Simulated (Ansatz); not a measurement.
## A series in volume scale on Hf

Results calculated with Ansatz 0.2.0, not measured. Plane-wave DFT, scalar-relativistic PAW made under PBE with cores redone for the functional, no dispersion; the given relaxed cell is scaled uniformly, energy at zero smearing counts from the unscaled cell, pressure at the given Fermi-Dirac smearing is positive in compression.

The cell before it is scaled or strained (space group Fm-3m, No. 225):
```
CELL_PARAMETERS angstrom
0.00000 2.23950 2.23950
2.23950 0.00000 2.23950
2.23950 2.23950 0.00000
ATOMIC_POSITIONS crystal
Hf 0.00000 0.00000 0.00000
```

Settings of every row: spin polarised no; functional r2SCAN; wave cutoff 500 eV; smearing width 0.1 eV; k mesh 14x14x14.

Atom starting moment: 0 on all atoms.

Limits: no spin-orbit coupling, which can matter with elements this heavy; the cell comes from a prototype or a list of computed structures and needn't be the stable phase.

| row | volume scale | V (Å³/atom) | pressure (GPa) | energy change per atom (meV) |
| --- | --- | --- | --- | --- |
| 1 | 0.88 | 19.768 | 16.06 | 121.65 |
| 2 | 0.92 | 20.667 | 9.8 | 50.82 |
| 3 | 0.96 | 21.565 | 4.52 | 11.86 |
| 4 | 1.04 | 23.362 | ? | ? |
| 5 | 1.08 | 24.261 | -7.05 | 42.1 |
| 6 | 1.12 | 25.159 | -9.85 | 89.86 |

Question: what pressure and energy change per atom should row 4 give?

Worked fit of pressure. Take u = (V_r/V)^(2/3) − 1 with V_r = 21.565 Å³ an atom, which is twice the finite (Eulerian) strain; such expansions in the strain, on which the Birch-Murnaghan equation of state is built, carry the rest volume and the bulk modulus. The shown rows have u = 0.05972, 0.02876, 0, -0.07553, -0.09766. Least squares give pressure = 4.522 + 175.58 × u + 292.6 × u² GPa; a straight line predicts inner rows, each left out in turn, worse (root mean square 0.77 against 0.024 GPa). The rows lie off it by 0.01, -0.01, 0.00, 0.02, -0.02. The pressure vanishes at u = -0.0270, or V = 22.47 Å³ an atom, and there the bulk modulus at fixed shape and fractions is B = −V dP/dV = (2/3)(1 + u) dP/du = 104 GPa. The withheld row has u = -0.05196, so the fit gives 4.522 + 175.58 × (-0.05196) + 292.6 × (-0.05196)² = -3.81 GPa.

The calculation gave -3.79 GPa. The fit lies 0.02 GPa (0.077 % of the column's range) below it; its largest miss of a shown row is 0.02 GPa.

Worked fit of energy change per atom. Take u = (V_r/V)^(2/3) − 1 with V_r = 21.565 Å³ an atom, which is twice the finite (Eulerian) strain; such expansions in the strain, on which the Birch-Murnaghan equation of state is built, carry the rest volume and the bulk modulus. The shown rows have u = 0.05972, 0.02876, 0, -0.07553, -0.09766. Least squares give energy change per atom = 11.74 + 847.79 × u + 16775.7 × u² meV; a straight line predicts inner rows, each left out in turn, worse (root mean square 44 against 1.5 meV). The rows lie off it by -0.55, 0.82, 0.12, -1.31, 0.92 (root mean square 0.84 meV). The withheld row has u = -0.05196, so the fit gives 11.74 + 847.79 × (-0.05196) + 16775.7 × (-0.05196)² = 12.98 meV.

The calculation gave 11.23 meV. The fit lies 1.75 meV (16 % of the value, 1.6 % of the column's range) above it; its largest miss of a shown row is 1.31 meV.
